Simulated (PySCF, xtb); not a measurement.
# Two isomers of CH2BP

Structure a is `BC#P`, a singlet and structure b is `B1C=P1`, a singlet. Both are isolated molecules in the gas phase, relaxed with B3LYP-D3(BJ)/def2-SVP.

a (Å):

```xyz
5

C     1.3189   -0.8924   -0.7918
B     1.8318   -2.0874   -0.0330
P     0.7883    0.3462   -1.5781
H     2.3655   -1.9413    1.0393
H     1.7113   -3.1961   -0.4934
```

b (Å):

```tsv
atom	x (Å)	y (Å)	z (Å)
C	1.8968	-1.8325	-0.9840
B	1.3576	-1.4895	0.3316
P	1.6291	-0.1399	-0.9217
H	0.9992	-1.8164	1.4216
H	2.2705	-2.5631	-1.7046
```

Energies in hartree; the thermal terms are from GFN2-xTB frequencies at re-optimised GFN2-xTB minima (ideal gas, soft modes damped towards free rotors, one conformer each, 298.15 K, 1 atm) and include the zero-point energy:

```
                               a           b
E, CCSD(T)/def2-TZVP  −404.855431  −404.866590
   zero-point energy     0.024712     0.027034
        H(298 K) − E     0.029836     0.031395
        G(298 K) − E     0.000035     0.002099
```

Problem. Work out ΔE, ΔE₀, ΔH and ΔG for a → b in kJ/mol (1 Eh = 2625.50 kJ/mol) and the equilibrium ratio [b]/[a].

Solution. 1. ΔE = −404.866590 − (−404.855431) = −0.011159 Eh = −29.30 kJ/mol.
2. ΔE₀ = ΔE + ΔZPE = −0.011159 + (+0.002322) Eh = −23.20 kJ/mol.
3. ΔH = ΔE + (+0.001559) Eh = −25.20 kJ/mol.
4. ΔG = ΔE + (+0.002064) Eh = −23.88 kJ/mol, so ΔS = (ΔH − ΔG)/T = −4.4 J/(mol K).
5. kT = 0.9442 mEh, so K = [b]/[a] = exp(−ΔG/kT) = exp(+9.63) ≈ 1.5 × 10^4.

Structure b is favoured at this temperature. An error of 4 kJ/mol in ΔG would change K by a factor of 5. GFN2-xTB gave ΔE the other sign. Mirror images and further conformers aren't counted.

As drawn, b has 1 C=P, 1 B–P, 1 C–H in place of 1 C≡P, 1 B–H. Structure a has no ring, b a 3-membered ring.

Other levels gave ΔE = +8.9 (GFN2-xTB); −55.2 (HF/STO-3G, GFN2-xTB geometries); −48.3 (r2SCAN-D4/def2-SVP, GFN2-xTB geometries); −33.2 (B3LYP-D3(BJ)/def2-SVP); −28.8 (HF/def2-TZVP); −32.8 (MP2/def2-TZVP) kJ/mol. The correlated steps freeze 7 core orbitals. Programs: PySCF 2.14.0, xtb 6.7.1.

The cyclic isomer b is favoured despite its ring strain, probably because the ring is a phosphorus analogue of borirene. The C=P π pair can delocalise into the empty p orbital on boron, giving a two-electron Hückel aromatic system. The geometry fits this: the B–C bond is shorter in b than in a, although the Lewis drawing makes it single in both. The exchange of bonds also helps, since a C≡P π bond, weakened by poor overlap with the diffuse phosphorus 3p orbital, and a B–H bond give way to B–P σ and C–H bonds. The stiffer C–H stretch probably contributes to the larger zero-point energy of b, which offsets part of its electronic advantage.

Hartree–Fock (−28.8 kJ/mol) nearly matches CCSD(T) (−29.30 kJ/mol) in the same basis, so correlation largely cancels between the isomers and doesn't create the preference. The equilibrium ratio says nothing about the barrier to ring closure and hydrogen migration, so a could still be kinetically persistent.
